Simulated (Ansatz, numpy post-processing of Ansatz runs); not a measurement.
# Band gap, valley and valence splittings and electron mass of zincblende BAs under biaxial strain normal to [001], r2SCAN with spin-orbit coupling

I calculate the band edges of zincblende BAs while the plane normal to [001] is strained by −2.0 to +2.0 per cent and the axis follows elastically. The reference is the unstrained cell relaxed with the same functional. The question is how far the gap moves, which conduction valleys and which valence level form the edges, and whether the mass of a single conduction valley, averaged over directions, changes. A film held by a substrate carries this kind of strain, and the strain decides where its electrons and holes collect. Valence splittings are depths below the valence top at Γ, and valley splittings are heights above the lowest valley. Only the unstrained gap has a measured counterpart here.

## How the numbers were made

BAs (zincblende), space group 216, 2 atoms in the cell, from the Crystallography Open Database. The reference is the cell relaxed to zero pressure with this functional (primitive vectors 3.382, 3.382, 3.382 angstrom). An equal strain is imposed in the plane normal to [001], as by a substrate; the length along [001] was adjusted towards zero stress along it at -0.5 per cent strain, and the resulting ratio of free to imposed strain was used for the other strained cells; no force acts on the atoms, so no relaxation was run. Ansatz 0.2.0, plane waves with PAW potentials (set ansatz_paw_generated_soft_1), r2SCAN, with spin-orbit coupling, no spin polarisation, no Hubbard U; cutoff 500 eV, self-consistent k meshes 8x8x8. Band extrema were located on a dense mesh in each cell and refined; masses are central differences at 0.008 and 0.03 1/angstrom.

Notes on method and selection:

- Semilocal Kohn-Sham gaps lie below measured gaps, and light masses that scale with the gap come out too small.
- Transitions to other structures, dislocations and cracks are not considered.
- The strain of the free axis follows from the ratios of the elastic constants.
- A blank cell means that the quantity is not defined for the row (degenerate or flat band, gap under 0.12 eV, no such level or valley in the search window, times from unlike processors), was not computed, or did not pass its check.
- Where several measured values are on file, those far from their median are set aside and at most one at low and one at room temperature are shown, bulk crystals with stated uncertainty first.
- Runs that did not converge, have known faults or may not be shown are not listed, and runs on Ansatz's PAW sets soft_1 and soft_2 are kept to separate tables.

Columns:

- imposed strain (per cent): in-plane strain imposed, positive in tension.
- free strain (per cent): resulting strain along the free axis.
- edges: where the valence-band maximum and the conduction-band minimum lie in the zone.
- band gap (eV): fundamental Kohn-Sham gap (generalised Kohn-Sham for meta-GGA and hybrids), conduction-band minimum minus valence-band maximum.
- electron mass (m_e): electron conductivity mass of the lowest valley, in free-electron masses.
- valence splitting (eV): depth of the next valence level below the valence top, at the same point of the zone, listed up to 1.2 eV.
- next valley (eV): height of the next conduction valley above the lowest one, where one lies within the search window.

## Computed values

| member | side | imposed strain (per cent) | free strain (per cent) | edges | band gap (eV) | electron mass (m_e) | valence splitting (eV) | next valley (eV) |
| --- | --- | --- | --- | --- | --- | --- | --- | --- |
| −2.0 per cent | compression | −2.0 | 0.92 | Gamma to on Gamma-X (4 valleys, across the axis) | 1.035 | 0.284 | 0.105 | 0.411 |
| −1.5 per cent | compression | −1.5 | 0.69 | Gamma to on Gamma-X (4 valleys, across the axis) | 1.104 | 0.284 | 0.093 | 0.307 |
| −1.0 per cent | compression | −1.0 | 0.46 | Gamma to on Gamma-X (4 valleys, across the axis) | 1.172 | 0.284 | 0.074 | 0.203 |
| −0.5 per cent | compression | −0.5 | 0.23 | Gamma to on Gamma-X (4 valleys, across the axis) | 1.240 | 0.285 | 0.044 | 0.101 |
| +0.0 per cent | compression | 0.0 | 0.00 | Gamma to on Gamma-X | 1.306 | 0.285 | – | – |
| +0.0 per cent | tension | 0.0 | 0.00 | Gamma to on Gamma-X | 1.306 | 0.285 | – | – |
| +0.5 per cent | tension | 0.5 | −0.23 | Gamma to on Gamma-X (2 valleys, along the axis) | 1.218 | 0.286 | 0.054 | 0.100 |
| +1.0 per cent | tension | 1.0 | −0.46 | Gamma to on Gamma-X (2 valleys, along the axis) | 1.124 | 0.286 | 0.114 | 0.199 |
| +1.5 per cent | tension | 1.5 | −0.69 | Gamma to on Gamma-X (2 valleys, along the axis) | 1.028 | 0.287 | 0.176 | 0.297 |
| +2.0 per cent | tension | 2.0 | −0.92 | Gamma to on Gamma-X (2 valleys, along the axis) | 0.933 | 0.288 | 0.239 | 0.394 |

Least-squares fits to the whole series, with x = imposed strain (per cent); R² and errors in the fitted variable (y, or ln y where the fit is in ln y):

| y | side | members | fit | R² | rms residual | leave-one-out rms | the same for the mean of the others |
| --- | --- | --- | --- | --- | --- | --- | --- |
| band gap (eV) | compression | 5 | y = 1.307 + 0.1356 x | 1.00 | 7.5×10⁻⁴ | 0.0016 | 0.12 |
| band gap (eV) | tension | 5 | y = 1.309 − 0.1872 x | 1.00 | 0.0022 | 0.0043 | 0.17 |
| electron mass (m_e) | compression | 5 | y = 0.2850 + 6.000×10⁻⁴ x | 0.75 | 2.4×10⁻⁴ | 3.8×10⁻⁴ | 6.1×10⁻⁴ |
| electron mass (m_e) | tension | 5 | y = 0.2850 + 0.001400 x | 0.94 | 2.4×10⁻⁴ | 3.8×10⁻⁴ | 0.0013 |

## What drives the series

Strain of either sign narrows the gap, from 1.306 eV to 1.035 eV at −2.0 per cent and to 0.933 eV at +2.0 per cent. The valence top stays at Γ and the conduction minimum on Γ–X. Compression favours the four valleys across the axis, tension the two along it.

I build the model from three assumptions, with $x$ the imposed strain in per cent.

First, the change of volume shifts the gap by $hx$.

Second, the shear splits the six valleys by $V$, the "next valley" column, and leaves their mean in place. The four valleys then lie $V/3$ below the mean in compression, and the two lie $2V/3$ below it in tension.

Third, the valence top is made of bonding p orbitals. In-plane compression turns the bonds towards [001], which strengthens the bonding of the p orbital along the axis. That orbital sinks by $2e$ and the two in-plane ones rise by $e$, with $e=-kx$.

Spin-orbit coupling $\Delta$ acts as well. The heavy-hole level shifts by $e$ alone, while the light-hole level mixes with the split-off level. Diagonalising that pair gives the splitting of the two upper levels:

$$S=\tfrac12\left|\Delta+3e-\sqrt{\Delta^2-2\Delta e+9e^2}\right|$$

In compression the heavy-hole level is on top and the valence top rises by $R=e$. In tension the light-hole level is on top and $R=S+e$, where $e$ is negative. The gap in eV is

$$E_g=1.306+hx-wV-R,$$

with $w=1/3$ in compression and $w=2/3$ in tension. The parameters are $h$, $k$ and $\Delta$; $V$ is read from each row.

The split-off level pushes the light-hole level upwards. This brings it closer to the top in compression, where $S$ grows ever more slowly, and drives it away from the heavy-hole level in tension, where $S$ grows faster than the strain.

The tabled electron mass, an average over the directions of one valley, stays between 0.284 and 0.288. The curvature of a Γ–X valley comes from coupling to other bands at the same wave vector, not to the valence top at Γ, so the narrowing of the indirect gap hardly touches it.

This does not mean that electrons in a film keep their mass. A valley has one mass along its Γ–X line and another across it, and in general the two differ. Without strain six valleys share the electrons, and the average is the same in every direction. In tension the electrons gather in the two valleys along the axis, and motion in the plane meets only the mass across the valley. In compression they gather in the four others, and motion in the plane meets both masses in equal parts. The in-plane mass therefore changes with strain even if each valley keeps its shape. The two separate masses are left out of the table, so the size of this change cannot be read from it.

## The model against the table

I fix the model on the members at −2.0 and +2.0 per cent. Solving the splitting formula for the size of $e$ gives $S(\Delta-S)/(2\Delta-3S)$ in compression and $S(\Delta+S)/(2\Delta+3S)$ in tension. The two nearly agree for $\Delta$ of roughly 0.22 eV:

- −2.0 per cent: 0.105 × (0.22 − 0.105) / (2 × 0.22 − 3 × 0.105) = 0.097 eV
- +2.0 per cent: 0.239 × (0.22 + 0.239) / (2 × 0.22 + 3 × 0.239) = 0.095 eV

Their mean is 0.096 eV, hence $k$ = 0.096 / 2 = 0.048 eV per per cent.

Taking the valley and valence shifts out of the two gaps leaves the volume part:

- −2.0 per cent: 1.035 + 0.411/3 + 0.096 = 1.268 eV
- +2.0 per cent: 0.933 + 2 × 0.394/3 + (0.239 − 0.096) = 1.339 eV

Hence $h$ = (1.339 − 1.268) / 4 = 0.018 eV per per cent.

Four other members follow, with energies in eV. $S$ comes from its formula with $e=-kx$; the three terms after 1.306 are $hx$, $wV$ and $R$.

**−1.5 per cent.**
$S$ = 0.092; the table has 0.093.
$E_g$ = 1.306 − 0.018 × 1.5 − 0.307/3 − 0.048 × 1.5 = 1.105; the table has 1.104.

**−1.0 per cent.**
$S$ = 0.072; the table has 0.074.
$E_g$ = 1.306 − 0.018 − 0.203/3 − 0.048 = 1.172; the table has 1.172.

**+0.5 per cent.**
$S$ = 0.053; the table has 0.054.
$E_g$ = 1.306 + 0.018 × 0.5 − 2 × 0.100/3 − (0.053 − 0.048 × 0.5) = 1.219; the table has 1.218.

**+1.5 per cent.**
$S$ = 0.176; the table has 0.176.
$E_g$ = 1.306 + 0.018 × 1.5 − 2 × 0.297/3 − (0.176 − 0.048 × 1.5) = 1.031; the table has 1.028.

## Where the trend breaks

Largest departures from the fit to the whole series:

| member | side | band gap (eV) | fit | computed − fit | in rms residuals |
| --- | --- | --- | --- | --- | --- |
| +0.0 per cent | tension | 1.306 | 1.309 | −0.003 | 1.4 |
| +0.0 per cent | compression | 1.306 | 1.307 | −0.001 | 1.3 |
| +0.5 per cent | tension | 1.218 | 1.215 | +0.003 | 1.2 |
| −2.0 per cent | compression | 1.035 | 1.036 | −0.001 | 1.1 |

At strains of up to 1 per cent of either sign the model makes the valence splitting too small, by 0.001 to 0.002 eV, and at +2.0 per cent it makes it too large by 0.003 eV. The assumption most likely to fail is a constant $k$. It forces $\Delta$ slightly above the split-off depth computed for the unstrained crystal, which is not tabled; with that computed depth, compression needs a somewhat larger $k$ than tension, and $k$ falls further as the tension grows. The valleys show the same asymmetry, with 0.411 eV at −2.0 per cent against 0.394 eV at +2.0 per cent. Stronger overlap at shorter bonds is a possible reason.

The modelled gap is too wide by 0.001 to 0.003 eV between +0.5 and +1.5 per cent. At +0.5 and +1.0 per cent the valence splitting is too small, which leaves the valence top too low; this has the right sign and accounts for part of the miss.

The straight-line fit in tension departs for a different reason. The computed gap falls by 0.088 eV in the first half per cent and by 0.094 to 0.096 eV in each later one, because the light-hole level rises faster than linearly. The model contains this curvature and the line does not.

## Measured values

| member | quantity | measured | computed, tension | computed − measured | conditions | source |
| --- | --- | --- | --- | --- | --- | --- |
| +0.0 per cent | band gap (eV) | 1.82 | 1.306 | −0.514 | 300 K; indirect optical gap from absorption edge | [1] |

Sources:

[1] "Basic Physical Properties of Cubic Boron Arsenide" (2019, arXiv:1911.11281)

The unstrained gap is 1.306 eV against a measured 1.82 eV, an error of −0.514 eV or 28 per cent. The sign is the usual one for a semilocal functional, and I take that to be the main cause.

The lattice parameter cannot account for it. The volume change per per cent of imposed strain is 2 − 0.46 = 1.54 per cent, so an isotropic expansion of one per cent in length would widen the gap by only 0.018 × 3 / 1.54 = 0.035 eV.

The measurement was made at 300 K and the calculation has a static lattice. Lattice vibrations usually narrow such a gap, by very roughly 0.1 eV, so a like-for-like comparison would probably make the error larger. The measured value is also an optical one. An indirect absorption edge involves phonons and bound electron–hole pairs, and absorption by defects can blur it, so it is not the bare band gap itself. The table holds one measured value without a stated uncertainty. It cannot show how closely the gap of BAs is known, and the error of −0.514 eV is no firmer than that value.

No strained member is compared with experiment here, nor are the mass and the splittings, so the measured value tests the size of the gap and not its trend with strain.

## Closing remarks

Within ±2 per cent the model, with the valley splitting read from each row, gives the gap with a typical miss of 0.002 eV, where the mean of the other members misses by 0.12 eV in compression and 0.17 eV in tension. The straight lines do as well for the gap; what the model adds is a physical explanation of their slopes, which rests on its three assumptions. Volume alone would widen the gap in tension, but the splittings of valleys and valence levels outweigh it. The direction-averaged mass of one valley hardly changes, but the in-plane mass of a film does, because strain selects the valleys that hold the electrons; its size is not given here.

One omitted effect probably exceeds the whole spread of gaps in the table, 1.306 − 0.933 = 0.373 eV. It is the many-electron correction to the semilocal gap, which the comparison with a single measured value suggests is roughly half an eV or more. I trust the shifts with strain more than the gaps themselves, but only on the assumption that this correction changes little with strain, which nothing here tests.
